# Normal conduction in the coupled rotor chain: a false divergence and its repair

## 1. Model and conventions

$N$ rotors, spacing $a$, length $L=Na$, moment of inertia $I$, angle $\varphi_n$, angular momentum $p_n=Iv_n$:

$$H=\sum_n\Big[\frac{p_n^2}{2I}+V(r_n)\Big],\quad V(r)=E(1-\cos r),\quad r_n=\varphi_{n+1}-\varphi_n .$$

Notation: $\omega_0^2=E/I$, $\beta=1/k_BT$, $b=\beta E$. With $e_n=p_n^2/2I+V(r_n)$ and $\dot q_n=j_n-j_{n+1}$ the currents are

$$j^r_n=-v_n,\qquad j^p_n=-V'(r_{n-1}),\qquad j^e_n=-v_nV'(r_{n-1}).\tag{1}$$

Green–Kubo formula, with $J=a\sum_n j^e_n$ and $\kappa$ in W m K$^{-1}$ (one dimension):

$$\kappa=\frac{1}{k_BT^2}\int_0^{\infty}C(t)\,dt,\qquad C(t)=\lim_{L\to\infty}\frac{\langle J(t)J(0)\rangle}{L}.\tag{2}$$

For a finite chain the time integral is cut at $t=L/c$. This is a convention and fixes lengths only up to a factor of order one.

**Setting.** $b=5$, no net twist, no net rotation. Illustrative inputs that belong to no material: $T=300$ K, $a=0.25$ nm, $\omega_0=5\times10^{12}$ s$^{-1}$. Then $E=2.07\times10^{-20}$ J, $I=8.28\times10^{-46}$ kg m$^2$, and at the band top $2\hbar\omega_0/k_BT=0.25$, so the treatment is classical. Conductivity unit: $\kappa_u=k_B\omega_0a=1.73\times10^{-20}$ W m K$^{-1}$. Values are carried unrounded.

**Statics.** In equilibrium the bonds are independent, with density $\rho(r)=e^{b\cos r}/2\pi I_0(b)$ on $(-\pi,\pi]$, where $I_0$ is the modified Bessel function. Quadrature gives $\langle r^2\rangle=0.227$. The stiffness against a slow twist is $K=k_BT/\langle r^2\rangle$. $V$ is even, so $r$ and $e$ are uncorrelated at zero twist and the adiabatic and isothermal stiffnesses coincide:

$$c=a\sqrt{K/I}=\frac{\omega_0a}{\sqrt{b\langle r^2\rangle}}=0.938\,\omega_0a=1.17\times10^{3}\ \text{m s}^{-1}.$$

The sound damping constant $D$ (amplitude decay $e^{-Dk^2t}$) is not derived here. Illustrative input: $D=\omega_0a^2=3.1\times10^{-7}$ m$^2$ s$^{-1}$.

## 2. The attempt (WRONG: its conclusion W5 is false)

**W1.** At $b=5$ a bond seldom reaches the barrier $V(\pi)=2E$. Over the transit time of a short chain, treat $r$ as a stretch confined to one well. The conserved fields are then $r,p,e$, as in an anharmonic spring chain.

**W2.** Linear hydrodynamics: $\partial_tr=a\,\partial_xv$, $\partial_tv=(Ka/I)\,\partial_xr+2D\,\partial_x^2v$. This gives two sound peaks at $x=\pm ct$ and a heat peak at rest. The symmetry $\varphi\to-\varphi$ makes the sound amplitudes and their currents odd, so a sound mode has no quadratic self-coupling. The sound peaks spread diffusively; the KPZ broadening $t^{2/3}$ would need a net twist.

**W3.** The energy current is even and has the slow part $j^e\simeq-Krv$. Factorise, with $\chi_r=k_BT/K$, $\chi_v=k_BT/I$, so $a^2K^2\chi_r\chi_v=(k_BT)^2c^2$:

$$C(t)=(k_BT)^2c^2\int\frac{dk}{2\pi}\,e^{-2Dk^2t}=\frac{(k_BT)^2c^2}{\sqrt{8\pi Dt}},\qquad \kappa_W(L)=k_Bc^2\sqrt{\frac{L}{2\pi Dc}}=0.363\sqrt N\,\kappa_u.\tag{3}$$

**W4.** Compare with chains up to $N=128$ (32 nm). The middle column is not simulation output. It is Eq. (8) below, standing in for clean data; its third figure serves only for slopes within the model.

| $N$ | $\kappa/\kappa_u$ | $\kappa_W/\kappa_u$ |
|---|---|---|
| 16 | 1.44 | 1.45 |
| 32 | 2.02 | 2.05 |
| 64 | 2.81 | 2.90 |
| 128 | 3.85 | 4.10 |

The end-to-end exponent $\ln(\kappa_{128}/\kappa_{16})/\ln8$ is $0.47$, near $1/2$. Sound peaks stay sharp for the whole transit time of the longest chain, $136/\omega_0$.

**W5 (wrong).** "Momentum is conserved, sound peaks persist and $\kappa$ grows as $\sqrt L$ over the lengths studied. Hence $\kappa\propto L^{1/2}\to\infty$, Fourier's law fails, and a 25 µm chain ($N=10^5$) has $\kappa=115\,\kappa_u=2.0\times10^{-18}$ W m K$^{-1}$."

## 3. Symptoms

**(a) The exponent drifts the wrong way.** Define the deficit $\delta_N=\tfrac12-\log_2(\kappa_{2N}/\kappa_N)$. From the unrounded data, $\delta_{16}=0.0114$, $\delta_{32}=0.0227$, $\delta_{64}=0.0445$. The deficit doubles when $N$ doubles. A true asymptotic $\sqrt L$ law with a constant background would give a deficit falling as $N^{-1/2}$. A deficit proportional to $N$ signals a length scale beyond the data. In real data a background can mask this at small $N$ and has to be fitted first.

**(b) No equilibrium state carries a tension.** Three-field hydrodynamics needs Gibbs states $e^{-\beta V(r)+\beta\sigma r}$ with tension (torque) $\sigma$. On the real line this weight cannot be normalised, since $V$ is bounded. On the circle it is not single-valued unless $\sigma=0$. A twisted state is metastable only.

## 4. The faulty line

W1–W4 hold for $t\ll\tau_s$, where $\tau_s$ is the time in which phase slips relax a stretch fluctuation. W5 carries them to $L\to\infty$, that is to $t=L/c\gg\tau_s$. All chains of W4 have $L<c\tau_s$, and in that range a rotor chain and a spring chain differ only by small corrections of order $L/c\tau_s$. Growth of $\kappa$ there says nothing on the limit.

## 5. Mended calculation

### 5.1 Hydrodynamic limit

The force depends on $r$ modulo $2\pi$. The unwrapped difference $r+2\pi w$ ($w$ the winding number of the bond) obeys a continuity equation, but $w$ enters no force. The reduced $r\in(-\pi,\pi]$ jumps by $\mp2\pi$ at each slip and is not conserved. The conserved fields that label equilibrium are $p$ and $e$, with weight $e^{-\beta(H-u\sum_np_n)}$ and $\langle v\rangle=u$. By periodicity alone,

$$\langle j^p\rangle=-\langle V'\rangle\propto\oint V'e^{-\beta V}dr=0,\qquad\langle j^e\rangle=-u\langle V'\rangle=0\tag{4}$$

for every $u$ and $\beta$. The Euler currents vanish identically, and so do all their derivatives with respect to the fields. First derivatives zero: no sound. Second derivatives zero: no quadratic mode coupling. The leading currents are gradient terms and both modes diffuse. At $u=0$ the symmetry $\varphi\to-\varphi$ decouples them. This is a prediction of fluctuating hydrodynamics (Spohn, 2014), not a theorem. Finite conductivity was found in simulations by Giardinà, Livi, Politi and Vassalli (2000) and by Gendelman and Savin (2000).

### 5.2 Slip rate

Equilibrium flux through $r=\pi$, both directions, per bond. The velocity $\dot r=v_{n+1}-v_n$ is Gaussian with variance $2k_BT/I$ and independent of $r$:

$$\nu_{\rm TST}=\rho(\pi)\langle|\dot r|\rangle=\frac{e^{-b}}{2\pi I_0(b)}\,\frac{2\omega_0}{\sqrt{\pi b}} .$$

At $b=5$: $\rho(\pi)=3.94\times10^{-5}$, $\langle|\dot r|\rangle=0.505\,\omega_0$, $\nu_{\rm TST}=1.99\times10^{-5}\omega_0$.

Recrossings are removed by counting flux along the unstable normal mode of the saddle, where one bond has stiffness $-E$ and the others $+E$. Take displacements $\propto s^{\,n-1}e^{\lambda t}$ to the right of the bond ($n\ge1$, $0<s<1$) and their negatives to the left. Bulk sites give $\lambda^2/\omega_0^2=s+1/s-2$. The first site gives $\lambda^2/\omega_0^2=(s-1)+2$. Hence $s=1/3$ and $\lambda^2=\tfrac43\omega_0^2$. With the other rotors left out, the bond (reduced inertia $I/2$) has $\omega_b^2=2\omega_0^2$. In harmonic rate theory the prefactor is proportional to the unstable frequency, so

$$\nu=\frac{\lambda}{\omega_b}\nu_{\rm TST}=\sqrt{2/3}\;\nu_{\rm TST}=0.816\,\nu_{\rm TST}=1.62\times10^{-5}\omega_0 .$$

Each slip is taken as a single $2\pi$ event, independent of the others.

### 5.3 Relaxation of the stretch

A small local mean stretch $\bar r$ corresponds to the tilt $\sigma=K\bar r$. (The mean torque equals $\sigma$ up to the relative boundary term $2\pi\rho(\pi)=2.5\times10^{-4}$.) The tilt weights the barriers at $\pm\pi$ by $e^{\pm\beta\sigma\pi}$, so $\dot w=\tfrac{\nu}{2}(e^{\beta\sigma\pi}-e^{-\beta\sigma\pi})\simeq\pi\nu\beta\sigma$. Each slip removes $2\pi$:

$$\dot{\bar r}\big|_{\rm slip}=-\gamma\bar r,\qquad\gamma=\frac1{\tau_s}=\frac{2\pi^2\nu}{\langle r^2\rangle},\qquad \ell=c\tau_s.\tag{5}$$

At $b=5$: $\gamma=1.41\times10^{-3}\omega_0$, $\tau_s=7.1\times10^{2}/\omega_0=0.14$ ns, $\ell=6.7\times10^{2}\,a=0.17$ µm.

Note that $\tau_s$ is not the waiting time of one bond, $1/\nu=6.2\times10^4/\omega_0=12$ ns. It is shorter by $2\pi^2/\langle r^2\rangle=87$, because a jump of $2\pi$ is large against the r.m.s. stretch $0.48$. The length $c/\nu=5.8\times10^4\,a$ would overstate the crossover by the same factor.

### 5.4 Linear modes with slips

For the fields $r_k/\sqrt{\chi_r}$ and $v_k/\sqrt{\chi_v}$ the propagator is $G_k(t)=e^{M_kt}$ with

$$M_k=\begin{pmatrix}-\gamma&ick\\ ick&-2Dk^2\end{pmatrix}.\tag{6}$$

For $ck\gg\gamma$ the eigenvalues are $\pm ick-\gamma/2-Dk^2$. The weight of a sound peak decays as $e^{-\gamma t/2}$: it is still $0.91$ after crossing 128 sites and falls to $1/e$ after $2\ell=1.3\times10^3\,a$. For $k<1/2\ell=7.5\times10^{-4}/a$ (the $D$ term is negligible there) the modes are overdamped. As $k\to0$ one eigenvalue tends to $-\gamma$ and the other to $-D_pk^2$ with $D_p=c^2/\gamma+2D$. Angular momentum diffuses, with $c^2/\gamma=6.2\times10^2\,\omega_0a^2$.

### 5.5 Conductivity

The slow current is $J=-aK\sum_kr_kv_{-k}$. The two pairings give $G^{rr}_kG^{vv}_{-k}+G^{rv}_kG^{vr}_{-k}$. Diagonal elements are even in $k$ and off-diagonal ones odd, so the sum is $\det G_k=e^{\,t\,{\rm tr}M_k}=e^{-(\gamma+2Dk^2)t}$, for propagating and overdamped $k$ alike. Therefore

$$C(t)=\frac{(k_BT)^2c^2}{\sqrt{8\pi Dt}}\,e^{-\gamma t}.\tag{7}$$

Integrating (7) in (2) up to $L/c$:

$$\kappa(L)=\kappa_\infty\,{\rm erf}\sqrt{L/\ell},\qquad\kappa_\infty=\frac{k_Bc^2}{\sqrt{8D\gamma}} .\tag{8}$$

For $L\ll\ell$, ${\rm erf}\,y\simeq(2y/\sqrt\pi)(1-y^2/3)$ returns (3) with its first correction. For $L\gg\ell$, $\kappa$ saturates and Fourier's law holds. The local exponent, with $x=L/\ell$, is

$$\alpha=\frac{d\ln\kappa}{d\ln L}=\frac{\sqrt{x}\,e^{-x}}{\sqrt\pi\,{\rm erf}\sqrt x}=\frac12-\frac x3+\dots$$

The same expansion gives $\delta_N\simeq Na/(3\ell\ln2)$, which explains symptom (a). Inverted with $\delta_{16}=0.0114$ it returns $\ell\approx6.7\times10^2\,a$. This is no independent test, since the stand-in data come from (8). It shows that clean short-chain data already hold the crossover length.

### 5.6 Activation

For $b\to\infty$: $I_0\to e^b/\sqrt{2\pi b}$, $\langle r^2\rangle\to1/b$, $\nu\to(\lambda/\pi)e^{-2b}$, and

$$\gamma\to\frac{4\pi}{\sqrt3}\,b\,\omega_0\,e^{-2E/k_BT}.\tag{9}$$

So $\tau_s$, $\ell$ and $D_p$ grow as $e^{2E/k_BT}$, while (8) gives $\kappa_\infty\propto\gamma^{-1/2}\propto e^{E/k_BT}$, provided $D$ varies only as a power of $T$. The activation energy of $\kappa$ is half the barrier because a $t^{-1/2}$ tail is cut at $\tau_s$. A transient tail $t^{-(1-\alpha_0)}$ cut in the same way would give $\kappa_\infty\propto\tau_s^{\alpha_0}$ and activation energy $2\alpha_0E$. A chain prepared with a net twist has KPZ sound peaks and $\alpha_0=1/3$, but only until slips have unwound the twist. By (9), going from $b=5$ to $b=10$ lengthens $\ell$ about $1.1\times10^4$ times, so at lower $T$ any accessible chain looks anomalous.

## 6. Size of the error at $k_BT=0.2E$

From (3) and (8),

$$\frac{\kappa_W}{\kappa}=\frac{2\sqrt{x/\pi}}{{\rm erf}\sqrt x},\tag{10}$$

independent of $D$. The model's limit is $\kappa_\infty=8.3\,\kappa_u=1.4\times10^{-19}$ W m K$^{-1}$.

| $N$ | $L$ (µm) | $x$ | $\kappa/\kappa_u$ | $\kappa_W/\kappa_u$ | ratio |
|---|---|---|---|---|---|
| 128 | 0.032 | 0.19 | 3.9 | 4.1 | 1.06 |
| $10^3$ | 0.25 | 1.5 | 7.6 | 11.5 | 1.5 |
| $10^4$ | 2.5 | 15 | 8.3 | 36 | 4.4 |
| $10^5$ | 25 | 150 | 8.3 | 115 | 14 |

At $L=\ell$ the ratio is $1.34$. At $N=10^3$ the local exponent has fallen to $0.17$. For $L\gg\ell$ the ratio grows without bound as $2\sqrt{x/\pi}$.

**Neglected terms.**

- Anharmonic corrections to the rate are of relative order $1/b=0.2$. As a gauge, (9) gives $1.65\times10^{-3}\omega_0$ at $b=5$, which is $1.17$ times the value from (5). Those in the factor $\lambda/\omega_b$ are not included. The large-$L$ ratio goes as $\gamma^{1/2}$ and inherits about half of this relative uncertainty.
- The fast part of $j^e$ adds a regular background $\kappa_0$ to both $\kappa$ and $\kappa_W$, by dimensional estimate of order $k_BD/a=\kappa_u$. That is $0.12\,\kappa_\infty$ and rivals the whole signal at $N=16$. With $\kappa_0=\kappa_u$ the ratio at $N=10^5$ drops from 14 to 12.
- $D$ is assumed. Eq. (7) needs $D/c^2\ll\tau_s$. If collisions are much slower, part of the transient is quasi-ballistic, with a different apparent exponent; the cut-off by slips remains.
- Cubic terms in the sound currents are marginal by power counting and may add logarithms to the transient.

Within the model, the wrong line overstates the conductivity of the 25 µm chain by a factor of 12 to 14, $2.0\times10^{-18}$ against $1.4\times10^{-19}$ W m K$^{-1}$ for the slow part. A statement on $L\to\infty$ needs chains several times $\ell$ long, here a few thousand sites, and correlation functions followed well beyond $\tau_s$.